\textbf{Student.} A static screened interaction has no frequency in it, and $GW$ is a frequency integral. I do not see why anything besides an exchange term should survive.

\textbf{Lecturer.} Do the integral first and take the static limit afterwards. There are four premises. First, a homogeneous gas at $T=0$ with plane waves, energies $\epsilon_k=\hbar^2k^2/2m$, two spin states and $g_v$ equivalent valleys. Second, the vertex is set to one and $G$ is the non-interacting propagator. Third, the carriers interact through $v(q)=4\pi e_*^2/q^2$, where $e_*^2=e^2/(4\pi\varepsilon_0\varepsilon)$ contains the dielectric constant $\varepsilon$ of the host. Fourth, the compensating positive charge is uniform and cancels the Hartree term. All frequencies are written as energies, and $a^*=\hbar^2/(me_*^2)$. Hartree atomic units for the plain gas follow from $e_*^2=\hbar=m=g_v=1$. The self-energy is
\begin{equation}
\Sigma(k,E)=\frac{i}{2\pi}\int\!\frac{d^3q}{(2\pi)^3}\int\! d\omega\, e^{i\omega\delta}\,G(\mathbf k-\mathbf q,E+\omega)\,W(q,\omega),
\label{gw}
\end{equation}
with $\delta\to0^+$ and the time-ordered functions
\begin{equation}
G(p,E)=\frac{1}{E-\epsilon_p+i\eta\,\mathrm{sgn}(p-k_F)},\qquad
W=v+\int_0^\infty\! d\omega'\,B(q,\omega')\left[\frac{1}{\omega-\omega'+i\eta}-\frac{1}{\omega+\omega'-i\eta}\right],
\label{spec}
\end{equation}
where $B\ge0$ is the spectral weight of density excitations. The factor $e^{i\omega\delta}$ lets us close the contour in the upper half plane. Which poles lie there?

\textbf{Student.} The pole of $G$ at $\omega=\epsilon_p-E+i\eta$, only if $p<k_F$. And the poles of $W$ at $\omega=-\omega'+i\eta$ with residue $-B$, whatever $p$ is.

\textbf{Lecturer.} The prefactor times $2\pi i$ is $-1$, and $W$ is even in $\omega$. With $\mathbf p=\mathbf k-\mathbf q$ the two sets of poles give
\begin{equation}
\Sigma_{SX}=-\int\!\frac{d^3q}{(2\pi)^3}\,\theta(k_F-p)\,W(q,E-\epsilon_p),\qquad
\Sigma_{COH}=\int\!\frac{d^3q}{(2\pi)^3}\int_0^\infty\! d\omega'\,\frac{B(q,\omega')}{E-\epsilon_p-\omega'} .
\label{split}
\end{equation}
This split into screened exchange and Coulomb hole is exact within $GW$. The static approximation, which goes back to Hedin's paper of 1965, assumes $|E-\epsilon_p|\ll\omega'$ wherever $B$ has weight and sets $E-\epsilon_p=0$. The second term becomes $-\int d\omega' B/\omega'$, while (\ref{spec}) gives $W(q,0)-v(q)=-2\int d\omega' B/\omega'$. Hence
\begin{equation}
\Sigma_{SX}(k)=-\int_{p<k_F}\!\frac{d^3p}{(2\pi)^3}\,W(|\mathbf k-\mathbf p|,0),\qquad
\Sigma_{COH}=\frac12\int\!\frac{d^3q}{(2\pi)^3}\,[W(q,0)-v(q)] .
\label{static}
\end{equation}
The second term survives because the poles of $W$ contribute for every $p$. It has lost all reference to $k$. Its factor one half is that of linear response: a charge built up from zero gains half the product of its final value and the final induced potential.

\textbf{Student.} Fine. Where does $W(q,0)$ come from?

\textbf{Lecturer.} From $W=v/(1-v\chi_0)$ with the static polarisability frozen at its long-wavelength value, $\chi_0=-N(E_F)$. That is the Thomas--Fermi approximation. Counting states,
\begin{equation}
n=\frac{g_vk_F^3}{3\pi^2},\qquad N(E_F)=\frac{dn}{dE_F}=\frac{g_vmk_F}{\pi^2\hbar^2},
\end{equation}
so that
\begin{equation}
W(q)=\frac{4\pi e_*^2}{q^2+L^2},\qquad L^2=4\pi e_*^2N(E_F)=\frac{4g_vk_F}{\pi a^*}.
\label{tf}
\end{equation}
All valleys and both spins screen, but the exchange integral runs over one spin in one valley. Take the Coulomb hole first.

\textbf{Student.} $W-v=-4\pi e_*^2L^2/[q^2(q^2+L^2)]$, and the measure is $4\pi q^2dq/(2\pi)^3$, so
\begin{equation}
\Sigma_{COH}=-\frac{e_*^2}{\pi}\int_0^\infty\! dq\,\frac{L^2}{q^2+L^2}=-\frac{e_*^2L}{2}.
\label{coh}
\end{equation}
In real space it is half of $e_*^2(e^{-Lr}-1)/r$ at $r\to0$, which is the same number.

\textbf{Lecturer.} Now the exchange. Let $\mu$ be the cosine of the angle between $\mathbf k$ and $\mathbf p$. The angular integral is
\begin{equation}
2\pi\int_{-1}^{1}\frac{d\mu}{k^2+p^2+L^2-2kp\mu}=\frac{\pi}{kp}\ln\frac{(p+k)^2+L^2}{(p-k)^2+L^2}.
\end{equation}
Multiplying by $-4\pi e_*^2p^2dp/(2\pi)^3$ gives $\Sigma_{SX}=-e_*^2J/(2\pi k)$. In the denominator term substitute $p\to-p$, which joins the two logarithms into one:
\begin{equation}
J=\int_0^{k_F}\!dp\,p\ln\frac{(p+k)^2+L^2}{(p-k)^2+L^2}=\int_{-k_F}^{k_F}\!dp\,p\ln[(p+k)^2+L^2].
\end{equation}
Integrate by parts, choosing $(p^2-k^2+L^2)/2$ as the antiderivative of $p$. With $u=p+k$ this antiderivative is $(u^2+L^2-2ku)/2$ and the derivative of the logarithm is $2u/(u^2+L^2)$, so their product is
\begin{equation}
u-\frac{2ku^2}{u^2+L^2}=p-k+\frac{2kL^2}{u^2+L^2}.
\end{equation}
Over $-k_F<p<k_F$ the term $p$ integrates to zero, $-k$ gives $-2kk_F$, and the last term gives $2kL\{\arctan[(k+k_F)/L]-\arctan[(k-k_F)/L]\}$. Subtract these from the boundary term, which is $(k_F^2-k^2+L^2)\Lambda/2$, divide by $2k$, and
\begin{equation}
\Sigma_{SX}(k)=-\frac{e_*^2}{\pi}\left[k_F-L\left(\arctan\frac{k_F+k}{L}+\arctan\frac{k_F-k}{L}\right)+\frac{k_F^2-k^2+L^2}{4k}\,\Lambda\right],
\label{sx}
\end{equation}
\begin{equation}
\Lambda(k)=\ln\frac{(k_F+k)^2+L^2}{(k_F-k)^2+L^2}.
\end{equation}

\textbf{Student.} There is a $1/k$ in it. What happens at the band bottom?

\textbf{Lecturer.} $\Lambda\to4kk_F/(k_F^2+L^2)$ as $k\to0$, so the last term tends to $k_F$. The two special values are
\begin{equation}
\Sigma_{SX}(0)=-\frac{2e_*^2}{\pi}\left[k_F-L\arctan\frac{k_F}{L}\right],
\label{sx0}
\end{equation}
\begin{equation}
\Sigma_{SX}(k_F)=-\frac{e_*^2}{\pi}\left[k_F-L\arctan\frac{2k_F}{L}+\frac{L^2}{4k_F}\ln\left(1+\frac{4k_F^2}{L^2}\right)\right].
\label{sxf}
\end{equation}
For $L\to0$ they become the Hartree--Fock values $-2e_*^2k_F/\pi$ and $-e_*^2k_F/\pi$. Since $W(q)\le W(0)$, you also have the bound $|\Sigma_{SX}|\le nW(0)/2g_v$, the number of states of one spin in one valley times a contact interaction.

\textbf{Student.} Hartree--Fock has an infinite slope at $k_F$. You claim that it is cured, and yet that the band still widens. I would have guessed that screening flips the sign somewhere.

\textbf{Lecturer.} Differentiate the first integral in (\ref{static}) and not the closed form. Since $\nabla_kW=-\nabla_pW$, Gauss's theorem turns the volume integral into one over the Fermi sphere with outward normal $\hat{\mathbf p}$. With $A=k^2+k_F^2+L^2$ and $D=2kk_F$,
\begin{equation}
\frac{d\Sigma_{SX}}{dk}=\frac{e_*^2k_F^2}{\pi}\int_{-1}^{1}\frac{\mu\,d\mu}{A-D\mu}
=\frac{e_*^2}{\pi}\left[\frac{k^2+k_F^2+L^2}{4k^2}\,\Lambda-\frac{k_F}{k}\right].
\label{slope}
\end{equation}
The denominator never vanishes, because $A-D=(k-k_F)^2+L^2>0$, so the slope is finite. Pair $\mu$ with $-\mu$: the integrand becomes $2D\mu^2/(A^2-D^2\mu^2)$ on $0<\mu<1$, which is positive. So $\Sigma_{SX}$ rises with $k$ for every $L$. The Coulomb hole is flat, and the occupied width $E_F+\Sigma_{SX}(k_F)-\Sigma_{SX}(0)$ exceeds $E_F$. A static self-energy has no energy derivative, so the Fermi velocity is simply $\hbar v_F^*=\hbar^2k_F/m+d\Sigma_{SX}/dk$, and
\begin{equation}
\frac{v_F^*}{v_F}=1+\frac{1}{\pi k_Fa^*}\left[\left(\frac12+\frac{L^2}{4k_F^2}\right)\ln\left(1+\frac{4k_F^2}{L^2}\right)-1\right].
\label{vel}
\end{equation}
The logarithmic divergence returns only as $L\to0$. The proof of the sign used only that $W$ is static and falls with $q$. A narrowing of the band needs one of those two properties to fail, for instance through the energy dependence dropped after (\ref{split}).

\textbf{Student.} Then here is my real objection. A constant $-e_*^2L/2$ shifts every state alike. It cannot change the gap of phosphorus-doped silicon.

\textbf{Lecturer.} It does shift both bands down alike, but the valence band has a second term. Well above the metal--insulator transition, typically near $4\times10^{18}$ cm$^{-3}$ for phosphorus, the donor electrons form a degenerate gas in the conduction valleys. We want the change of self-energy between doped and pure crystal. Pure: the interaction is $v$, already screened by the host. Doped: it is $W=v+\Delta W$, and $\Delta W(r=0)=-e_*^2L$ by (\ref{coh}). Since $\Delta W$ lives at wave vectors small against the zone, I take the overlap of cell-periodic functions as complete within the valence manifold, complete within a valley, and zero between the two. A state at the conduction minimum then gets the Coulomb-hole change and exchange with the newly filled states:
\begin{equation}
\Delta E_c=\Sigma_{SX}(0)-\tfrac12e_*^2L .
\end{equation}
For a valence state every state $\mathbf k-\mathbf q$ of the manifold is occupied, so the exchange integral of $\Delta W$ has no Fermi cutoff:
\begin{equation}
\Delta E_v=-\int\!\frac{d^3q}{(2\pi)^3}\Delta W+\frac12\int\!\frac{d^3q}{(2\pi)^3}\Delta W=+\tfrac12e_*^2L .
\end{equation}
Screening weakens the exchange binding of the valence electrons by twice what the Coulomb hole returns. Put differently, a hole is stabilised by its screening cloud just as an electron is, and a lower hole energy means a higher valence edge. In the static limit no band energy enters, so the hole masses and the spin--orbit splitting drop out. The gap changes by
\begin{equation}
\Delta E_g=\Delta E_c-\Delta E_v=-e_*^2L-\frac{2e_*^2}{\pi}\left[k_F-L\arctan\frac{k_F}{L}\right].
\label{gap}
\end{equation}

\textbf{Student.} Put numbers in.

\textbf{Lecturer.} Take $n=10^{20}$ cm$^{-3}=0.1$ nm$^{-3}$, one electron per donor, $g_v=6$, the compiled dielectric constant $\varepsilon=11.7$ (Ioffe Institute), and a typical density-of-states mass per valley $m\approx0.32\,m_e$ as an input. The real valleys are ellipsoids. $L$ depends only on $N(E_F)$ and is unaffected by replacing them with spheres of this mass, and the bound on $\Sigma_{SX}$ holds for any shape. Then $e_*^2=0.1231$ eV\,nm, $a^*=1.935$ nm, $k_F=0.790$ nm$^{-1}$, $E_F=74.4$ meV or 863 K, and $L=1.766$ nm$^{-1}$. Equation (\ref{coh}) gives $\Sigma_{COH}=-108.7$ meV. Equations (\ref{sx0}) and (\ref{sxf}) give $-3.7$ meV at the band bottom and $-3.2$ meV at $k_F$, under the bound of 4.1 meV. The band widens by 0.5 meV, where unscreened exchange would give $e_*^2k_F/\pi=31$ meV, and (\ref{vel}) raises the velocity by the fraction 0.006. The gap change is $-217.4-3.7=-221.1$ meV, so the model's narrowing is 0.22 eV. Applied to the compiled gap of 1.12 eV at 300 K (Wing 2021), it leaves the model's gap at 0.90 eV.

\textbf{Student.} You mix a $T=0$ formula with a 300 K gap. And almost everything is Coulomb hole, the term with the crudest derivation.

\textbf{Lecturer.} The first point is minor. The leading Sommerfeld correction multiplies $dn/d\mu_c$, with $\mu_c$ the chemical potential at fixed $n$, by $1-(\pi^2/12)(T/T_F)^2$. At 300 K this lowers $L^2$ by the fraction 0.10 and $L$ by about 0.05. The second point is serious, so let us go through the conditions.

The host may be described by a constant $\varepsilon$ if the carrier excitations lie far below the interband ones. The plasmon energy of this model, $\omega_p=(4\pi ne_*^2\hbar^2/m)^{1/2}=0.19$ eV, is small against the direct gap of silicon, typically above 3 eV, so this holds. Exchange with the other valleys involves larger wave vectors and overlaps below one, so each adds less than the 4.1 meV of the bound.

Thomas--Fermi screening needs the relevant $q\sim L$ to lie well below $2k_F$:
\begin{equation}
\frac{L^2}{4k_F^2}=\frac{g_v}{\pi k_Fa^*}\ll1 .
\label{cond}
\end{equation}

\textbf{Student.} But $r_s=(3/4\pi n)^{1/3}/a^*=0.69$. That is a dense gas.

\textbf{Lecturer.} Six valleys shrink $k_F$ and enlarge $L$, and the ratio in (\ref{cond}) is 1.25. It falls only as $n^{-1/3}$, so bringing it to 0.1 would take about $2\times10^3$ times this density, which no doping reaches. The share of the integral (\ref{coh}) from $q>2k_F$ is $1-(2/\pi)\arctan(2k_F/L)=0.535$, and there the gas screens far less than (\ref{tf}) says. The static Lindhard polarisability replaces $L^2$ by $L^2\Phi(x)$ with $x=q/2k_F$ and
\begin{equation}
\Phi(x)=\frac12+\frac{1-x^2}{4x}\ln\left|\frac{1+x}{1-x}\right|,
\end{equation}
which is 1 at $x=0$ and falls as $1/3x^2$ at large $x$. Then
\begin{equation}
\Sigma_{COH}=-\frac{e_*^2}{\pi}\int_0^\infty\! dq\,\frac{L^2\Phi}{q^2+L^2\Phi}=-57\ \text{meV}
\end{equation}
by quadrature, which is 0.52 of the Thomas--Fermi value, and the valence shift shrinks by the same factor.

\textbf{Student.} And the static step itself?

\textbf{Lecturer.} Size it with a single pole, $B=v\,\omega_p^2\,\delta(\omega'-\omega_q)/2\omega_q$ and $\omega_q^2=\omega_p^2(1+q^2/L^2)+\epsilon_q^2$. Without the last term the static limit $W-v=-v\omega_p^2/\omega_q^2$ is exactly Thomas--Fermi; with it the large-$q$ tail is that of Lindhard. At the band bottom $E-\epsilon_p=-\epsilon_q$, and (\ref{split}) gives
\begin{equation}
\Sigma_{COH}=-\frac{e_*^2}{\pi}\int_0^\infty\! dq\,\frac{\omega_p^2}{\omega_q^2}\,\frac{\omega_q}{\omega_q+\epsilon_q}.
\end{equation}
The static approximation sets the last factor to one. It is really below one and tends to one half at large $q$, where $\omega_q\to\epsilon_q$. The integral is $-49$ meV without the factor and $-39$ meV with it. Recoil removes about a fifth, far more than the whole screened exchange, so the 0.5 meV widening and the velocity shift are statements about the static model only.

\textbf{Student.} The phosphorus ions are not a uniform background either.

\textbf{Lecturer.} Their mean potential cancels the Hartree term and in any case moves both bands together. In second order, randomly placed ions of density $n$, each with the attractive potential $-W(q)$, shift the conduction edge by
\begin{equation}
-n\int\!\frac{d^3q}{(2\pi)^3}\frac{W(q)^2}{\epsilon_q}=-\frac{16\,ne_*^2}{a^*}\int_0^\infty\!\frac{dq}{(q^2+L^2)^2}=-\frac{4\pi ne_*^2}{a^*L^3}=-14.5\ \text{meV}.
\end{equation}
The valence edge moves up by an amount of the same form with the hole mass in place of $m$. This adds narrowing, it is larger than $\Sigma_{SX}$, and it is much smaller than the reductions just found.

\textbf{Student.} So what do I keep?

\textbf{Lecturer.} Equations (\ref{coh}), (\ref{sx}) and (\ref{slope}) are exact for a static Yukawa interaction. As physics they need $T\ll T_F$, a degenerate metallic gas, $L\ll2k_F$, and states close enough in energy that $|E-\epsilon_p|$ is small against the screening excitations. Even when $L\ll2k_F$ the last condition is not met for the Coulomb hole: at $q\sim L$ and $k\sim k_F$ both $|E-\epsilon_p|\sim\hbar v_Fq$ and $\omega_p=\hbar v_FL/\sqrt3$ are of one order, so $-e_*^2L/2$ gives the scale of that term and not its coefficient. In doped silicon (\ref{gap}) has the right sign and shows that the narrowing comes from the screening clouds of electron and hole, with $e_*^2L\propto n^{1/6}$, and hardly from exchange. As typical knowledge, the narrowing in n-type silicon near $10^{20}$ cm$^{-3}$ is roughly 0.12 eV, so the model's 0.22 eV is too large by nearly a factor of two, in the direction that the Lindhard and recoil estimates indicate.